## Linearisation of the relativistic energy and the minimal dimension of the Dirac matrices

### Premises and conventions

A free particle of mass $m$ obeys $E^2=c^2p^2+m^2c^4$. Dirac (1928) sought a wave equation $i\hbar\,\partial_t\psi=H\psi$ that is first order in time and also first order in the space derivatives. The premises are:

1. $\psi$ has $N$ components, with $N$ finite, and
$$H=c\sum_{i=1}^{3}\alpha_i p_i+\beta mc^2,\qquad p_i=-i\hbar\,\partial_i ,\tag{1}$$
where $\alpha_i$ and $\beta$ are constant $N\times N$ matrices, so that they commute with $\mathbf r$ and $\mathbf p$.
2. $H$ is self-adjoint. On a plane wave $u\,e^{i\mathbf p\cdot\mathbf r/\hbar}$ it acts as a matrix $H(\mathbf p)$ that must be Hermitian for every real $\mathbf p$. The choice $\mathbf p=0$ makes $\beta$ Hermitian, and $\mathbf p$ along axis $i$ then makes $\alpha_i$ Hermitian.
3. Every component satisfies the Klein–Gordon equation, that is $H^2=(c^2p^2+m^2c^4)\,1_N$ for all real $\mathbf p$.
4. $m\neq0$, and space has three dimensions.

We write $\{A,B\}=AB+BA$. The Pauli matrices obey $\sigma_i\sigma_j=\delta_{ij}+i\epsilon_{ijk}\sigma_k$. In a Kronecker product the Pauli matrices of the outer (block) index are called $\rho_i$. The metric is $g^{\mu\nu}=\mathrm{diag}(1,-1,-1,-1)$.

### The algebra is necessary and sufficient

Square (1), keeping the order of the matrices. Because $p_ip_j=p_jp_i$, the terms $(i,j)$ and $(j,i)$ combine:
$$H^2=c^2\sum_i\alpha_i^2p_i^2+c^2\sum_{i<j}\{\alpha_i,\alpha_j\}p_ip_j+mc^3\sum_i\{\alpha_i,\beta\}p_i+m^2c^4\beta^2 .\tag{2}$$

*Necessity.* Impose premise 3 at chosen momenta, with $\mathbf e_i$ the unit vectors. At $\mathbf p=0$, $m^2c^4\beta^2=m^2c^4$, so $\beta^2=1$ since $m\ne0$. At $\mathbf p=\pm t\,\mathbf e_i$ what remains is $c^2t^2\alpha_i^2\pm mc^3t\{\alpha_i,\beta\}=c^2t^2$. The difference of the two signs gives $\{\alpha_i,\beta\}=0$ and the sum gives $\alpha_i^2=1$. At $\mathbf p=t(\mathbf e_i+\mathbf e_j)$, $i\neq j$, the only term not yet fixed is $c^2t^2\{\alpha_i,\alpha_j\}$, which must vanish. Hence
$$\{\alpha_i,\alpha_j\}=2\delta_{ij},\qquad\{\alpha_i,\beta\}=0,\qquad\beta^2=1 .\tag{3}$$

*Sufficiency.* Inserting (3) in (2) leaves $c^2p^2+m^2c^4$.

With $(\Gamma_1,\dots,\Gamma_4)=(\alpha_1,\alpha_2,\alpha_3,\beta)$ the conditions read $\{\Gamma_a,\Gamma_b\}=2\delta_{ab}$: four mutually anticommuting matrices, each of square one.

### Eigenvalues, traces and even dimension

If $\Gamma_au=\lambda u$ with $u\ne0$, then $u=\Gamma_a^2u=\lambda^2u$ and $\lambda=\pm1$. Each $\Gamma_a$ is Hermitian, hence diagonalisable, and $\Gamma_a^\dagger\Gamma_a=1$ makes it unitary.

For the trace take any $b\neq a$. Anticommutation and $\Gamma_b^2=1$ give $\Gamma_b\Gamma_a\Gamma_b=-\Gamma_a$, and the cyclic property gives $\mathrm{tr}(\Gamma_b\Gamma_a\Gamma_b)=\mathrm{tr}(\Gamma_a\Gamma_b^2)=\mathrm{tr}\,\Gamma_a$. Thus $\mathrm{tr}\,\Gamma_a=-\mathrm{tr}\,\Gamma_a=0$.

Let $n_\pm$ be the multiplicities of $\pm1$. Then $n_++n_-=N$ and $n_+-n_-=\mathrm{tr}\,\Gamma_a=0$, so $N=2n$ is even. This excludes $N=1$ and $N=3$.

### $N=2$ is impossible

The unit matrix and the three $\sigma_k$ are a basis of the $2\times2$ matrices, and only the unit matrix has a trace. A traceless $\Gamma_a$ is therefore $\mathbf n_a\cdot\boldsymbol\sigma$, with $\mathbf n_a$ real when $\Gamma_a$ is Hermitian. The product rule gives
$$\{\mathbf n_a\cdot\boldsymbol\sigma,\ \mathbf n_b\cdot\boldsymbol\sigma\}=2\,\mathbf n_a\cdot\mathbf n_b ,$$
because the $\epsilon_{ijk}$ terms cancel in the symmetric sum. The algebra demands $\mathbf n_a\cdot\mathbf n_b=\delta_{ab}$ for four vectors. Orthonormal vectors are linearly independent, since $\sum_a x_a\mathbf n_a=0$ dotted with $\mathbf n_b$ gives $x_b=0$, and a three-dimensional space holds at most three independent vectors. There is no solution. The smallest dimension not excluded is $N=4$.

### $N=4$ works

Take the standard (Dirac) representation
$$\alpha_i=\rho_1\otimes\sigma_i=\begin{pmatrix}0&\sigma_i\\ \sigma_i&0\end{pmatrix},\qquad\beta=\rho_3\otimes1=\begin{pmatrix}1&0\\0&-1\end{pmatrix}.\tag{4}$$
These are Hermitian. With $(A\otimes B)(C\otimes D)=AC\otimes BD$,
$$\{\alpha_i,\alpha_j\}=\rho_1^2\otimes\{\sigma_i,\sigma_j\}=2\delta_{ij},\quad\{\alpha_i,\beta\}=\{\rho_1,\rho_3\}\otimes\sigma_i=0,\quad\beta^2=\rho_3^2\otimes1=1 .$$
The minimal dimension is therefore $N=4$.

### All solutions: $N=4k$ and uniqueness

A block construction gives every solution. Choose the basis in which $\beta=\mathrm{diag}(1_n,-1_n)$. For $\alpha_i$ with diagonal blocks $X$ and $Y$, the anticommutator $\{\alpha_i,\beta\}$ equals $\mathrm{diag}(2X,-2Y)$, so $X=Y=0$ and
$$\alpha_i=\begin{pmatrix}0&A_i\\A_i^\dagger&0\end{pmatrix},\qquad A_iA_j^\dagger+A_jA_i^\dagger=2\delta_{ij}.$$
The relation is the upper diagonal block of $\{\alpha_i,\alpha_j\}=2\delta_{ij}$, and $i=j$ shows that each $A_i$ is unitary. Conjugation with $U=\mathrm{diag}(1_n,A_3)$ leaves $\beta$ unchanged and replaces $A_i$ by $B_i=A_iA_3^\dagger$, so $B_3=1$. The relation for the pair $(i,3)$ now says $B_i^\dagger=-B_i$ for $i=1,2$. Define $\tau_i=iB_i$. It is Hermitian, $\tau_i^2=-B_i^2=B_iB_i^\dagger=1$, and the relation for the pair $(1,2)$ becomes $\{\tau_1,\tau_2\}=0$. In this basis
$$\beta=\rho_3\otimes1_n,\qquad\alpha_3=\rho_1\otimes1_n,\qquad\alpha_{1,2}=\rho_2\otimes\tau_{1,2}.$$
The $n\times n$ matrices $\tau_1,\tau_2$ again anticommute and square to one. The trace argument makes $n=2k$ even, and the same block step brings them to $\tau_1=\sigma_3\otimes1_k$, $\tau_2=\sigma_1\otimes1_k$ by a unitary change of basis applied equally to both blocks, which leaves $\beta$ and $\alpha_3$ alone.

Two results follow. First, $N=4k$: this excludes $N=2$ once more, and also $N=6,10,\dots$ Second, every Hermitian solution of (3) is unitarily equivalent to $k$ copies of one fixed $4\times4$ set. All $4\times4$ representations are thus unitarily equivalent, and $N=8,12,\dots$ describe uncoupled copies of the same particle. For (4), where $A_i=\sigma_i$, the first step yields $\tau_1=i\sigma_1\sigma_3=\sigma_2$ and $\tau_2=i\sigma_2\sigma_3=-\sigma_1$.

The product $\Gamma_5=\alpha_1\alpha_2\alpha_3\beta$ anticommutes with each $\Gamma_a$, because $\Gamma_a$ passes three factors that anticommute with it and one that commutes. Reversing four anticommuting factors takes six exchanges, so $\Gamma_5^\dagger=\Gamma_5$, and $\Gamma_5^2=\Gamma_5^\dagger\Gamma_5=1$. In (4), $\alpha_1\alpha_2\alpha_3=i\rho_1\otimes1$ and $\Gamma_5=i\rho_1\rho_3\otimes1=\rho_2\otimes1$. Four dimensions thus hold five anticommuting matrices.

### Spectrum and covariant form

At fixed $\mathbf p$ let $E=+\sqrt{c^2p^2+m^2c^4}$. Since $H^2=E^2$, the eigenvalues of $H(\mathbf p)$ are $\pm E$ and $\Lambda_\pm=\tfrac12(1\pm H/E)$ are the projectors on the two eigenspaces. $H$ is traceless, so $\mathrm{tr}\,\Lambda_\pm=N/2=2$. Each branch is twofold degenerate, and the negative branch cannot be avoided.

Multiply $i\hbar\,\partial_t\psi=H\psi$ from the left by $\beta/c$, and define $\gamma^0=\beta$, $\gamma^i=\beta\alpha_i$, $\partial_0=c^{-1}\partial_t$:
$$(i\hbar\gamma^\mu\partial_\mu-mc)\psi=0 .$$
From (3), $(\gamma^0)^2=1$, $\{\gamma^0,\gamma^i\}=\alpha_i+\beta\alpha_i\beta=0$, and $\gamma^i\gamma^j=\beta\alpha_i\beta\alpha_j=-\alpha_i\alpha_j$. Together these are
$$\{\gamma^\mu,\gamma^\nu\}=2g^{\mu\nu}.$$
The chirality matrix $\gamma^5=i\gamma^0\gamma^1\gamma^2\gamma^3=-i\alpha_1\alpha_2\alpha_3$ equals $\rho_1\otimes1$ in (4). It anticommutes with the $\gamma^\mu$ but commutes with the $\alpha_i$, and is to be distinguished from $\Gamma_5=i\gamma^5\beta$.

### The same algebra at the L points of bismuth

Bismuth has an inversion centre. An L point is half a reciprocal-lattice vector, so inversion $P$ and time reversal $\Theta$ map it onto itself. Bloch states at L have definite parity and, since $\Theta^2=-1$ and $\Theta$ commutes with $P$, come in Kramers pairs of equal parity. We take as given that a conduction pair and a valence pair of opposite parity lie at energies $\pm\Delta$ about midgap, far from all other bands. With $\mathbf k$ measured from L, the $\mathbf k\cdot\mathbf p$ Hamiltonian is
$$H(\mathbf k)=H_L+\hbar\,\mathbf k\cdot\mathbf v+\frac{\hbar^2k^2}{2m_e},\qquad\mathbf v=\frac{\mathbf p}{m_e}+\frac{\hbar}{4m_e^2c^2}\,\boldsymbol\sigma\times\nabla U ,$$
where $U$ is the crystal potential energy. The two-band model projects on the four states and drops the $k^2$ term.

The operator $\mathbf v$ is odd under $P$, so it has only interband blocks $V_i$, of size $2\times2$. It is odd under $\Theta$. With each pair ordered as $|1\rangle$, $|2\rangle=\Theta|1\rangle$, time reversal acts as $-i\sigma_2$ times complex conjugation, and oddness means $\sigma_2V_i^*\sigma_2=-V_i$. Write $V_i=a+\mathbf b\cdot\boldsymbol\sigma$ with complex coefficients. Since $\sigma_2\sigma_k^*\sigma_2=-\sigma_k$, the left side is $a^*-\mathbf b^*\cdot\boldsymbol\sigma$, so $a$ is imaginary and $\mathbf b$ real: $V_i=iW_{0i}+\sum_jW_{ji}\sigma_j$ with real $W$. In the notation of (4), with $G_0=-\Gamma_5$ and $G_j=\alpha_j$,
$$H=\Delta\beta+\hbar\sum_{\mu=0}^{3}q_\mu G_\mu,\qquad q_\mu=\sum_iW_{\mu i}k_i .$$
Here $\sigma_j$ acts on the Kramers index, which mixes spin and orbital motion. The $G_\mu$ anticommute with each other and with $\beta$, so $H^2=\Delta^2+\hbar^2\,\mathbf k^{T}W^TW\mathbf k$. Let $\mathbf e_a$ be the principal axes of the symmetric matrix $W^TW$, with eigenvalues $v_a^2>0$, and define $\alpha'_a=v_a^{-1}\sum_\mu(W\mathbf e_a)_\mu G_\mu$. Then $\{\alpha'_a,\alpha'_b\}=2\,\mathbf e_a^TW^TW\mathbf e_b/(v_av_b)=2\delta_{ab}$ and $\{\alpha'_a,\beta\}=0$. Therefore
$$H=\sum_a\hbar v_ak_a\alpha'_a+\beta\Delta,\qquad E=\pm\Big(\Delta^2+\sum_a\hbar^2v_a^2k_a^2\Big)^{1/2}.\tag{5}$$
By the uniqueness result the $\alpha'_a$ may be replaced by (4). The Dirac form of the two-band model of bismuth is due to Wolff (1964). The logic runs opposite to the vacuum case: symmetry supplies four states and the algebra, and the dispersion follows. The dimension theorem adds that no Hamiltonian linear in three independent $k_a$ with fewer than four states can have the gapped dispersion (5).

Expanding (5) for small $k$ gives $E\simeq\Delta+\sum_a\hbar^2k_a^2/2m_a$ with band-edge masses $m_a=\Delta/v_a^2$. The rescaling $k'_a=v_ak_a/\bar v$ with $\bar v=(v_1v_2v_3)^{1/3}$ has unit Jacobian and maps (5) on (1), with $c\to\bar v$ and $m\to\bar m=(m_1m_2m_3)^{1/3}$, $\bar m\bar v^2=\Delta$.

### Range of validity

*Mass and dimension.* For $m=0$ the matrix $\beta$ drops out of (1), three anticommuting matrices suffice, and $\alpha_i=\pm\sigma_i$ works with $N=2$ (the Weyl case). A massive particle in $d$ space dimensions needs $d+1$ matrices, so $N=2$ also suffices for $d\le2$. The bound $N=4$ belongs to $m\neq0$, $d=3$.

*Commuting momenta.* Equation (2) used $[p_i,p_j]=0$. For charge $q$ in a magnetic field $\mathbf B=\nabla\times\mathbf A$, $\mathbf p\to\boldsymbol\pi=\mathbf p-q\mathbf A$ with $[\pi_i,\pi_j]=i\hbar q\,\epsilon_{ijk}B_k$. Define $\boldsymbol\Sigma$ by $\alpha_i\alpha_j=\delta_{ij}+i\epsilon_{ijk}\Sigma_k$, which is $1\otimes\boldsymbol\sigma$ in (4). The cross terms now give $\sum_{i<j}\alpha_i\alpha_j[\pi_i,\pi_j]$, and
$$H^2=c^2\pi^2+m^2c^4-q\hbar c^2\,\boldsymbol\Sigma\cdot\mathbf B .$$
The algebra (3) stays, but premise 3 no longer holds component by component. To lowest order $E-mc^2\simeq\pi^2/2m-(q\hbar/2m)\boldsymbol\Sigma\cdot\mathbf B$, a spin moment with $g=2$.

*What is not proved.* The argument fixes the algebra and the dimension. Lorentz covariance needs the spinor transformation law in addition. A one-particle reading requires that potentials do not connect the two branches, which fails when the potential energy changes by about $2mc^2$ over a length $\hbar/mc$.

*In the crystal.* Equation (5) has no Lorentz symmetry behind it and holds only while terms of order $k^2$ are small. These come from $\hbar^2k^2/2m_e$ and from remote bands in second order. They are even under $P$, hence intraband, and even under $\Theta$, which for a Hermitian block $M$ means $\sigma_2M^*\sigma_2=M$ and forces $M\propto1$. They therefore have the form $a(\mathbf k)+b(\mathbf k)\beta$. They keep the twofold degeneracy, while $a$ removes the symmetry $E\to-E$. The scales $2mc^2$ and $\hbar/mc$ become $2\Delta$ and $\hbar v_a/\Delta$.

### Numerical illustration

Take as approximate low-temperature inputs $\Delta=7$ meV, principal band-edge masses $m_a/m_e=0.0012,\ 0.26,\ 0.0028$, and an electron density $n=3\times10^{17}$ cm$^{-3}$ shared by three equivalent L pockets. They were chosen as a set that reproduces the typical behaviour of the electron pockets, so the results are the model's and do not test it. Intermediate values carry guard figures.

In the rescaled variables the Fermi surface is a sphere of radius $\bar k$ with two states for each $\mathbf k$, so $n/3=2\,(4\pi\bar k^3/3)/(2\pi)^3=\bar k^3/3\pi^2$ and $\bar k=(\pi^2n)^{1/3}=0.01436$ Å$^{-1}$. The mean mass is $\bar m=0.00956\,m_e$, so $\bar v=(\Delta/\bar m)^{1/2}=3.59\times10^5$ m/s and $\hbar\bar v\bar k=33.9$ meV. From (5), $E_F=(\Delta^2+\hbar^2\bar v^2\bar k^2)^{1/2}=34.6$ meV from midgap, and
$$E_F-\Delta\approx28\ \text{meV}.$$
A parabolic band with the same masses and density gives $\hbar^2\bar k^2/2\bar m=(\hbar\bar v\bar k)^2/2\Delta=82$ meV. The carriers are strongly "relativistic", with $E_F/\Delta=4.9$. This ratio also multiplies the cyclotron mass: the section $k_2=0$ has area $S=\pi(E^2-\Delta^2)/\hbar^2v_1v_3$, so $m_c=(\hbar^2/2\pi)\,dS/dE=\sqrt{m_1m_3}\,E/\Delta$.

The semi-axes of the ellipsoid are $k_{F,a}=\bar v\bar k/v_a$.

| axis $a$ | $v_a$ ($10^6$ m/s) | $\hbar v_a/\Delta$ (nm) | $k_{F,a}$ (Å$^{-1}$) | $\hbar^2k_{F,a}^2/2m_e$ (meV) |
|---|---|---|---|---|
| 1 | 1.0 | 95 | 0.0051 | 0.10 |
| 2 | 0.069 | 6.5 | 0.075 | 21 |
| 3 | 0.66 | 62 | 0.0078 | 0.23 |

The measured hexagonal lattice constants are $a_h=4.533$ Å and $c_h=11.796$ Å (low-temperature values of Cucka and Barrett, as compiled by Arnaud 2016). The two-atom primitive cell has volume $\sqrt3\,a_h^2c_h/6=70.0$ Å$^3$, which gives $1.0\times10^{-5}$ electrons per atom. A primitive reciprocal vector of the rhombohedral lattice has the component $4\pi/\sqrt3a_h$ in the basal plane and $2\pi/c_h$ along the trigonal axis, so $|\Gamma L|=\pi\,(4/3a_h^2+1/c_h^2)^{1/2}=0.843$ Å$^{-1}$, and the longest semi-axis is 0.089 of this distance.

That small ratio does not secure the model. The last column shows that the dropped free-electron term, a yardstick for all $k^2$ terms, is negligible along the light axes 1 and 3 but reaches 21 meV at the tip of the heavy axis, against the 28 meV computed. The band-edge mass $m_2$ does not tell how much of the curvature comes from the coupling $v_2$ and how much from $k^2$ terms. To gauge the effect, take an opposite extreme with the same three masses: $v_2=0$ and $\Delta\to\Delta+\hbar^2k_2^2/2m_2$ in the $\beta$ term of (5). With $T=E_F-\Delta$ and $k_m=\sqrt{2m_2T}/\hbar$, the section at $k_2$ has area $\pi[E_F^2-(\Delta+Tk_2^2/k_m^2)^2]/\hbar^2v_1v_3$, and integration from $-k_m$ to $k_m$ with the weight $2/(2\pi)^3$ gives
$$\frac n3=\frac{k_m}{2\pi^2\hbar^2v_1v_3}\Big(\frac43\Delta T+\frac45T^2\Big).$$
Its root is $T=33$ meV. The treatment of the heavy axis thus moves the Fermi level from 28 to 33 meV above the band edge, and only the first figure of the model's result is secure. The illustration is also confined to low temperature, though not by the gap. The pocket is degenerate and the valence edge at L lies $E_F+\Delta=42$ meV below the Fermi level, so excitation across the gap has the scale $(E_F+\Delta)/k_B=4.8\times10^2$ K. At thermal energy $\theta$, with the chemical potential held at $E_F$, a valence state at energy $-E$ is empty with probability close to $e^{-(E+E_F)/\theta}$. The integral $\int_0^\infty\epsilon^2e^{-\sqrt{\Delta^2+\epsilon^2}/\theta}d\epsilon=\Delta^2\theta K_2(\Delta/\theta)$, with $K_2$ the modified Bessel function, then gives $3\Delta^2\theta K_2(\Delta/\theta)\,e^{-E_F/\theta}/(\hbar\bar v\bar k)^3$ for the ratio of L holes to the density $n$. This is 0.15 % at 100 K and 3 % at $2\Delta/k_B=162$ K. The limit comes instead from the smearing of the Fermi edge, which requires temperatures well below $(E_F-\Delta)/k_B=3.2\times10^2$ K, from carrier exchange with the hole pocket at the T point of the zone, which changes $n$, and from the drift of the input parameters with temperature. Within these limits the four-component structure, the twofold degeneracy of each branch and the hyperbolic dispersion along the light axes follow from inversion, time reversal and the algebra (3).